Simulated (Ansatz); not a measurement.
**Band topology of SnSe2 with spin–orbit coupling — Ansatz, plane waves and PAW**

Space group P-3m1 (No. 164), 3 atoms in the cell of the first input below: a = 3.816 Å, b = 3.816 Å, c = 6.121 Å, α = 90.00°, β = 90.00°, γ = 120.00°.

The volume is a measured one, the structure type a prototype's, with its volume kept and shape and atoms relaxed (pressure 0.1 GPa with this functional, without spin–orbit coupling). Functional: PBEsol.

Input:

```yaml
crystal:
  lattice:
    - [3.8158742114, 1.0e-10, 0.0]
    - [-1.9079371058, 3.3046440047, 0.0]
    - [0.0, 0.0, 6.1213284808]
  atoms:
    - { symbol: Sn, position: [0.0, 0.0, 0.0] }
    - { symbol: Se, position: [0.3333333333, 0.6666666667, 0.2592346922] }
    - { symbol: Se, position: [0.6666666667, 0.3333333333, 0.7407653078] }
basis:
  ecutwfc: 420
  ecutrho_ratio: 4
kpoints:
  mp_grid: { grid: [6, 6, 4] }
hamiltonian:
  xc: pbesol
scf:
  occupations: { method: gaussian, width: 0.05 }
output:
  forces: true
  stress: true
  eigenvalues: true
  populations: true
  topological_invariants: true
magnetization:
  noncollinear: true
  spin_orbit: true
```

```bash
ansatz run input.yaml --threads 4 --pin off --max-ram 9216MiB --backend cpu --events-out ev --progress --plain --runs-dir out
```

Time: 3.4 min on 4 threads of AMD EPYC (Zen 3), with other jobs on the host, peak memory 1 GiB.

Without spin–orbit coupling the gap on a 10×10×6 mesh is 0.50 eV. With it, in a separate run (self-consistent on 8×8×4, bands on 12×12×8), a gap of 0.46 eV parts the filled from the empty bands, against 0.59 eV on its self-consistent mesh (a gap on a mesh is an upper bound, as the edges may lie between its points, so gaps on unlike meshes don't measure the coupling's effect alone). The indices are those of the lowest 46 bands, and their direct separation from the next band is open.

Odd-parity bands among them at the eight time-reversal-invariant momenta (inversion centre at 0.000 0.000 0.000):

| k | odd bands |
| --- | --- |
| 0.0 0.0 0.0 | 18 |
| 0.0 0.0 0.5 | 18 |
| 0.0 0.5 0.0 | 18 |
| 0.0 0.5 0.5 | 18 |
| 0.5 0.0 0.0 | 18 |
| 0.5 0.0 0.5 | 18 |
| 0.5 0.5 0.0 | 18 |
| 0.5 0.5 0.5 | 18 |

What are the Z2 indices by the rule of Fu and Kane?

Each Kramers pair counts once, so δ = (−1)^(odd bands / 2): −, −, −, −, −, −, −, −. The product of all eight gives ν0, the products over the planes k_i = 1/2 the weak indices: (0;000). The Wilson-loop planes give (0;000).

The cell is scaled in volume by 0.96 and 1.05 with the atoms carried along. Do the indices change?

No.

| volume ratio | pressure with spin–orbit coupling (GPa) | smallest direct separation sampled (eV) | at k | separation | Z2 |
| --- | --- | --- | --- | --- | --- |
| 0.96 | 3.3 | 1.077 | 0.00 0.00 0.00 | open | (0;000) |
| 1.00 | 0.2 | 0.906 | 0.00 0.00 0.00 | open | (0;000) |
| 1.05 | -2.7 | 0.727 | 0.00 0.00 0.00 | open | (0;000) |

Caveats: Kohn–Sham gaps are too small; Z2 indices don't see topology that rests on crystal symmetry, and an even number of inversions cancels; atoms feel forces of up to 0.35 eV/Å at volume ratio 0.96; atoms feel forces of up to 0.39 eV/Å at volume ratio 1.05; no dispersion term, layers or molecules are underbound.

SnSe2 comes out with trivial Z2 indices at all three volumes, and as a semiconductor at the unscaled volume. The uniform parity count is what ionic filling would give: the two Se sites are exchanged by inversion, so their filled shells supply even and odd combinations in equal number at every invariant momentum, while the filled Sn 4d shell, centred on the inversion point, adds only even states. The nominally empty Sn 5s states remain above the Se 4p valence bands, and spin–orbit coupling doesn't reverse that order.

The band gap of 0.46 eV lies well below the smallest direct separation of 0.906 eV, which points to an indirect gap. The direct separation at Γ falls steadily on expansion, from 1.077 to 0.727 eV. This probably reflects weaker Sn 5s–Se 4p antibonding interaction, which lowers the conduction states, though altered contact between the layers may contribute, since both change together under uniform scaling. Expansion thus narrows the separation without producing an inversion in the range sampled; whether layer spacing or in-plane strain controls this trend remains undetermined.
